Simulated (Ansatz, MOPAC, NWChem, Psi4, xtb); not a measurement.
**InNH2Cl (SMILES [NH2][In][Cl]): methods side by side**

The runs start from one conformer, not always the lowest.

InNH2Cl, doublet, SMILES `[NH2][In][Cl]`. Each level relaxes the structure for itself.

Quantity: the zero-point energy at each level's own minimum, in kJ/mol. The values are calculated.

```json
{"level": "AM1", "kind": "semi-empirical", "program": "MOPAC", "value (kJ/mol)": "61.7"}
{"level": "PM3", "kind": "semi-empirical", "program": "MOPAC", "value (kJ/mol)": "65.5"}
{"level": "PM6-D3", "kind": "semi-empirical", "program": "MOPAC", "value (kJ/mol)": "61.4"}
{"level": "GFN1-xTB", "kind": "semi-empirical", "program": "xtb", "value (kJ/mol)": "59.9"}
{"level": "UHF/STO-3G", "kind": "Hartree–Fock", "program": "Ansatz", "value (kJ/mol)": "78.4"}
{"level": "UHF/3-21G", "kind": "Hartree–Fock", "program": "Ansatz", "value (kJ/mol)": "71.9"}
{"level": "UPBE/def2-SVP (core potential)", "kind": "GGA", "program": "Ansatz", "value (kJ/mol)": "63.0"}
{"level": "UPBE0-D3(BJ)/def2-SVP (core potential)", "kind": "global hybrid", "program": "NWChem", "value (kJ/mol)": "65.8"}
{"level": "UPBE0-D4/def2-TZVP (core potential)", "kind": "global hybrid", "program": "Ansatz", "value (kJ/mol)": "66.3"}
{"level": "UMP2/def2-SVP (density fitting, core potential, density fitting for correlation)", "kind": "perturbation theory", "program": "Psi4", "value (kJ/mol)": "67.2"}
```

All-electron rows without a relativistic Hamiltonian named are non-relativistic, while core potentials hold scalar relativity, so basis and relativity change together. Harmonic and unscaled. The values span 59.9 to 78.4 kJ/mol. In the correlated wave-function rows the outer d shell of In is correlated, in sets not made for it.

The zero-point energy of this radical is set mainly by the NH2 group. Light hydrogen atoms on stiff N–H bonds give high stretching and bending frequencies, whereas the In–N and In–Cl stretches, with heavy atoms and softer bonds, add little. The total is therefore a poor measure of how well a method describes the bonding at indium.

The two Hartree–Fock values, 78.4 and 71.9 kJ/mol, lie above all the others, probably because missing correlation and small basis sets leave the N–H bonds too stiff. The hybrid functional and MP2 results fall close together, between 65.8 and 67.2 kJ/mol, with PBE lower at 63.0 kJ/mol. Three of the semi-empirical values are lower still, but PM3 breaks that pattern at 65.5 kJ/mol. Its closeness to the hybrid results doesn't show that its individual vibrations are right, since errors in stretches and bends can cancel in the sum. A mode-by-mode comparison would be needed to tell whether the remaining spread comes from the N–H stretches or from the softer NH2 wagging and torsion.
